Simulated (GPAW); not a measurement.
# Single-oscillator dispersion of the refractive index of 2H-SiC (P6_3mc) at six laser wavelengths, PBE and RPA

A crystal absorbs light over a broad range of photon energies, yet its refractive index in the transparent region often behaves as if all the absorption sat at one energy. Whether SiC in its four-atom hexagonal cell does so is tested here by plotting 1/(n² − 1) against the squared photon energy E², where a single oscillator gives a falling straight line. Such a law condenses the dispersion into two parameters, from which the index at a further wavelength can be estimated. The index is computed for a field along x, and the photon energies, 0.80 to 2.75 eV, are to be compared with the smallest direct gap of 4.07 eV in PBE.

## Computational details

The measured cell of a diffraction database, fixed. GPAW 26.7.0, plane waves with PAW (cutoff 500 eV), PBE, no spin polarisation, no spin-orbit coupling, clamped ions. RPA dielectric function with local fields on a k mesh of 12×12×6, Lorentzian broadening 0.1 eV; the rows are a selection of common laser wavelengths, read off the computed spectrum below 72 % of the smallest direct gap; n is the real part of √ε for a field along x. Smallest direct gap on the mesh: 4.07 eV (PBE).

Notes on method and selection:

- Excitons and lattice vibrations are left out; a gap that is too small makes n too large and too dispersive.
- Runs that did not converge, have known faults or may not be shown are not listed, and runs on Ansatz's PAW sets soft_1 and soft_2 are kept to separate tables.

Columns:

- E² (eV²): square of the photon energy.
- E (eV): photon energy.
- n: refractive index.

## Table of results

| member | E² (eV²) | E (eV) | 1/(n² − 1) | n |
| --- | --- | --- | --- | --- |
| 1550 nm | 0.64 | 0.80 | 0.1761 | 2.584 |
| 1064 nm | 1.36 | 1.17 | 0.1738 | 2.599 |
| 800 nm | 2.40 | 1.55 | 0.1704 | 2.621 |
| 633 nm | 3.84 | 1.96 | 0.1656 | 2.653 |
| 532 nm | 5.43 | 2.33 | 0.1603 | 2.691 |
| 450 nm | 7.59 | 2.75 | 0.1529 | 2.746 |

Least-squares fits to the whole series, with x = E² (eV²); R² and errors in the fitted variable (y, or ln y where the fit is in ln y):

| y | members | fit | R² | rms residual | leave-one-out rms | the same for the mean of the others |
| --- | --- | --- | --- | --- | --- | --- |
| 1/(n² − 1) | 6 | y = 0.178346 − 0.00333854 x | 1.00 | 8.2×10⁻⁵ | 1.6×10⁻⁴ | 0.0096 |
| n | 6 | y = 2.5666 + 0.023253 x | 1.00 | 0.0022 | 0.0042 | 0.067 |

## Reading the trend

From 1550 nm to 450 nm the index rises at every step, from 2.584 to 2.746, while 1/(n² − 1) falls from 0.1761 to 0.1529.

The model starts from the response of electrons to a field that oscillates below all direct transitions. Each transition i, with energy Eᵢ and positive strength Fᵢ, adds a term that grows as the photon energy approaches Eᵢ:

n² − 1 = Σ Fᵢ/(Eᵢ² − E²).

Absorption is neglected, so that n² equals the dielectric function. This holds at 450 nm too, although the fundamental PBE gap is indirect and lies below 2.75 eV: with clamped ions, the optical-limit response contains only direct transitions.

The second assumption is that the whole strength F sits at one effective energy E₀. The sum then becomes a single term,

n² − 1 = F/(E₀² − E²),

and its reciprocal is linear in E²:

1/(n² − 1) = E₀²/F − E²/F.

The slope gives the strength and the intercept then gives the energy. From the fit to all six rows, F = 1/0.00333854 = 299.5 eV² and E₀² = 0.178346/0.00333854 = 53.42 eV², so E₀ = √53.42 = 7.31 eV. This is an effective average over the transitions, in which strong transitions and those at low energy count most, and not a gap. It lies well above 4.07 eV because most of the strength belongs to transitions above the absorption edge.

A smooth curve over a short range always looks nearly straight, so R² says little here. A stricter test is the rival fit, in which n itself is linear in E². A small change in 1/(n² − 1) corresponds to a change in n that is larger by the factor (n² − 1)²/(2n), apart from the sign; near n = 2.65 this is (2.65² − 1)²/(2 × 2.65) = 6.84. The leave-one-out error of 1.6×10⁻⁴ thus amounts to about 0.0011 in n, against 0.0042 for the rival. The oscillator form is the better of the two by a factor of about four.

## Fixing and testing the model

The two parameters are fixed on the rows at 1550 nm and 800 nm, which leaves one row between them and three at higher photon energy.

The slope gives 1/F = (0.1761 − 0.1704)/(2.40 − 0.64) = 0.003239 eV⁻², and the intercept is E₀²/F = 0.1761 + 0.003239 × 0.64 = 0.17817. Hence E₀² = 0.17817/0.003239 = 55.0 eV² and E₀ = √55.0 = 7.42 eV, slightly above the value from the fit to all rows.

**1064 nm.** 0.17817 − 0.003239 × 1.36 = 0.1738, and n = √(1 + 1/0.1738) = 2.599. The table has 0.1738 and 2.599.

**633 nm.** 0.17817 − 0.003239 × 3.84 = 0.1657, and n = √(1 + 1/0.1657) = 2.652. The table has 0.1656 and 2.653.

**532 nm.** 0.17817 − 0.003239 × 5.43 = 0.1606, and n = √(1 + 1/0.1606) = 2.688. The table has 0.1603 and 2.691.

**450 nm.** 0.17817 − 0.003239 × 7.59 = 0.1536, and n = √(1 + 1/0.1536) = 2.741. The table has 0.1529 and 2.746.

Two infrared rows thus reproduce the index at the blue end to 0.005, out of a total rise of 2.746 − 2.584 = 0.162 over the series.

## Residuals

Largest departures from the fit to the whole series:

| member | 1/(n² − 1) | fit | computed − fit | in rms residuals |
| --- | --- | --- | --- | --- |
| 1550 nm | 0.1761 | 0.1762 | −0.0001 | 1.3 |
| 450 nm | 0.1529 | 0.1530 | −0.0001 | 1.3 |
| 532 nm | 0.1603 | 0.1602 | +0.0001 | 1.0 |
| 633 nm | 0.1656 | 0.1655 | +0.0001 | 0.9 |

The straight line fixed at long wavelengths lies too high at short ones. At 450 nm the computed 1/(n² − 1) is 0.0007 below it, so the model index is too small by 0.005. Rounding of the printed values can account for at most about 0.0005 of the 0.0007; the smaller misses at 633 and 532 nm carry little weight by themselves.

The assumption that fails is the single transition energy. The square of the smallest direct gap is 4.07² = 16.56 eV². At E² = 7.59 eV², a transition at this gap contributes 16.56/(16.56 − 7.59) = 1.85 times its static value, whereas one at E₀ contributes only 53.42/(53.42 − 7.59) = 1.17 times. The low transitions therefore gain weight as the photon energy rises, and the effective oscillator moves down in energy. For any spread of positive strengths this bends 1/(n² − 1) downwards, which is the sign found. How much of the bend depends on the k mesh, which samples the transitions near the edge, is not shown in the table.

## Conclusions

At the six wavelengths from 1550 to 450 nm, the computed index for a field along x follows the single-oscillator law closely, with a slight downward bend towards the direct gap.

The absolute index is less secure than the form of the law. The PBE gap is too small, which makes n too large and its dispersion too strong. The missing attraction between electron and hole acts the other way: including it would raise n. The two errors partly cancel, and the table does not show which is the larger. Correcting them would change F and E₀, but a nearly straight line is still expected as long as most of the strength lies far above the photon energies used.
